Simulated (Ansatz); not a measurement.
# SnO2: the change of pressure and energy above lowest point with volume scale

All results are calculated (Ansatz 0.2.0). Free energy against uniform scaling of the volume at fixed shape and fractions; periodic cell, basis, potentials, k mesh and filling as listed.

The cell before it is scaled or strained (space group P4_2/mnm, No. 136):
```
cell vectors (Å)
   4.7380     0.0000     0.0000
   0.0000     4.7380     0.0000
   0.0000     0.0000     3.1865
atoms (fractions of the cell vectors)
Sn  0.00000  0.00000  0.00000
Sn  0.50000  0.50000  0.50000
O   0.30710  0.30710  0.00000
O   0.19290  0.80710  0.50000
O   0.69290  0.69290  0.00000
O   0.80710  0.19290  0.50000
```

Settings of every row: functional PBE; dispersion none; potentials PAW; wave cutoff 470 eV; density cutoff 1880 eV; k mesh 4x4x6; k shift 0x0x0; occupations fixed; smearing width 0 eV; spin none.

| row | volume scale | V (Å³/atom) | pressure (GPa) | energy above lowest point (meV/atom) |
| --- | --- | --- | --- | --- |
| 1 | 0.92 | 10.968 | 34.58 | 152.2 |
| 2 | 0.9467 | 11.287 | 25.56 | 92.7 |
| 3 | 0.9733 | 11.604 | 17.78 | 49.9 |
| 4 | 1 | 11.922 | 11.07 | 21.4 |
| 5 | 1.0267 | 12.24 | 5.27 | 5.4 |
| 6 | 1.0533 | 12.558 | 0.27 | 0 |
| 7 | 1.08 | 12.876 | ? | ? |

Question: what pressure and energy above lowest point should row 7 give?

Worked fit of pressure. Take u = (V_r/V)^(2/3) − 1 with V_r = 11.763 Å³ an atom, which is twice the finite (Eulerian) strain; such expansions in the strain, on which the Birch-Murnaghan equation of state is built, carry the rest volume and the bulk modulus. The shown rows have u = 0.04776, 0.02792, 0.00911, -0.00891, -0.02615, -0.04266. Least squares give pressure = 14.304 + 373.83 × u + 1058.3 × u² GPa; a straight line predicts inner rows, each left out in turn, worse (root mean square 0.84 against 0.022 GPa). The rows lie off it by 0.01, -0.01, -0.02, 0.01, 0.02, -0.01. The withheld row has u = -0.05849, so the fit gives 14.304 + 373.83 × (-0.05849) + 1058.3 × (-0.05849)² = -3.94 GPa.

The calculation gave -4.04 GPa. The fit lies 0.10 GPa (2.5 % of the value, 0.26 % of the column's range) above it; its largest miss of a shown row is 0.02 GPa. This row lies beyond the range of the fit.

Worked fit of energy above lowest point. Take u = (V_r/V)^(2/3) − 1 with V_r = 11.763 Å³ an atom, which is twice the finite (Eulerian) strain; such expansions in the strain, on which the Birch-Murnaghan equation of state is built, carry the rest volume and the bulk modulus. The shown rows have u = 0.04776, 0.02792, 0.00911, -0.00891, -0.02615, -0.04266. Least squares give energy above lowest point = 34.01 + 1586.5 × u + 18566 × u² meV/atom; a straight line predicts inner rows, each left out in turn, worse (root mean square 15 against 0.17 meV/atom). The rows lie off it by 0.1, -0.1, -0.1, 0.1, 0.2, -0.1. The withheld row has u = -0.05849, so the fit gives 34.01 + 1586.5 × (-0.05849) + 18566 × (-0.05849)² = 4.7 meV/atom.

The calculation gave 3.8 meV/atom. The fit lies 0.9 meV/atom (24 % of the value, 0.59 % of the column's range) above it; its largest miss of a shown row is 0.2 meV/atom. This row lies beyond the range of the fit.
